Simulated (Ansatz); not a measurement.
# Ti3C2 (P6_3/mmc), a film clamped to a substrate

Method: DFT r2SCAN, scalar-relativistic, plane waves, PAW (Ansatz). Settings: plane waves to 500 eV, k-mesh 12×12×4 (Γ-centred), Gaussian smearing 0.15 eV. No spin polarisation. Energies are free energies at this smearing, counted from the undisturbed cell; pressure is positive in compression.

Reference structure (relaxed at this level; it needn't be the usual structure):

```
Ti C
1.0
     3.06405    0.00000    0.00000
    -1.53202    2.65354    0.00000
     0.00000    0.00000   15.11852
Ti C
6 4
Direct
  0.33333 0.66667 0.84420
  0.66667 0.33333 0.34420
  0.66667 0.33333 0.15580
  0.33333 0.66667 0.65580
  0.00000 0.00000 0.00000
  0.00000 0.00000 0.50000
  0.66667 0.33333 0.91416
  0.33333 0.66667 0.41416
  0.66667 0.33333 0.58584
  0.33333 0.66667 0.08584
```

The cell (10 atoms, V0 = 122.92 Å³) is strained by p along both x and y and by q along z, fractional coordinates fixed. τp = (1/V0) ∂E/∂p = (σxx + σyy)(1 + p)(1 + q) and τq = (1/V0) ∂E/∂q = σzz(1 + p)², with tension positive.

```
     p q  ΔE (meV/atom)  τp (GPa)  τq (GPa)
 0.000   0.000           0.00     -0.01     -0.05
-0.050   0.000         117.12    -64.52    -11.45
 0.050   0.000          92.46     45.32      7.82
 0.000  -0.050          41.29    -10.82    -22.16
 0.000   0.050          35.66      8.16     17.91
```

Get the second derivatives of the energy density.

Central differences give A = ∂τp/∂p = 1098 GPa (C11 + C22 + 2 C12), C = ∂τq/∂q = 401 GPa (C33) and the cross term B = ∂τq/∂p = 193 GPa (C13 + C23); ∂τp/∂q = 190 GPa must equal B, and any difference shows higher-order terms. Steps this large leave an error of some per cent of A or C in all of these, which can swamp a small B. The ions are clamped.

A film of this crystal grows with z along the normal on a substrate that imposes p. How does its thickness respond, and what does the misfit cost?

Count p and q from the stress-free cell. A free surface needs τq = 0, so q = −(B/C) p = -0.48 p. The energy density left is (A − B²/C) p²/2 = M p², with the biaxial modulus M = 503 GPa; a misfit of 1 % costs 3.86 meV/atom, against 4.21 meV/atom if the thickness were held.

At p = 0.050 the energies along q are 98.1 (q = -0.050), 92.5 (q = 0.000), 153.8 (q = 0.050) meV/atom.

Does the linear rule hold at this misfit?

A parabola through the lowest point and its neighbours has its minimum at q = -0.021, 86.7 meV/atom. With the stress left in the starting cell, τp0 and τq0, linear elasticity gives q = −(τq0 + Bp)/C = -0.024 and E = V0(τp0 p + τq0 q + Ap²/2 + Bpq + Cq²/2)/N = 96.5 meV/atom. The energies differ by more than a tenth, so the quadratic law fails here: the gap holds the anharmonic part, with some error from the wide steps. Cubic terms also shift the vertex of so wide a parabola.

Forces appear on the atoms along this scan, and letting them relax would lower the energy and soften the response. In a metal these slopes depend on the k mesh and the smearing.

Resistance to in-plane misfit comes mainly from the Ti–C network, where covalent Ti 3d–C 2p bonding adds to the metallic and ionic cohesion. Thinning the film recovers only a small part of the misfit energy, 3.86 against 4.21 meV/atom at 1 %. Compression costs more than equal tension along both directions, as expected when short-range repulsion rises faster than bonding weakens. This softening in tension explains why the stretched film lies below the harmonic estimate, at 86.7 rather than 96.5 meV/atom; a compressed film would probably lie above it.

The C33 of 401 GPa is no measure of cohesion between the carbide slabs. Bare Ti layers face each other across a carbon-free gap, but the uniform strain stretches the Ti–C bonds inside the slabs along with that gap. With free ions, the gap would probably take up more of the thickness change. Nor do the values carry over to O-, OH- or F-terminated MXene, where the terminations replace direct Ti–Ti contact between slabs.
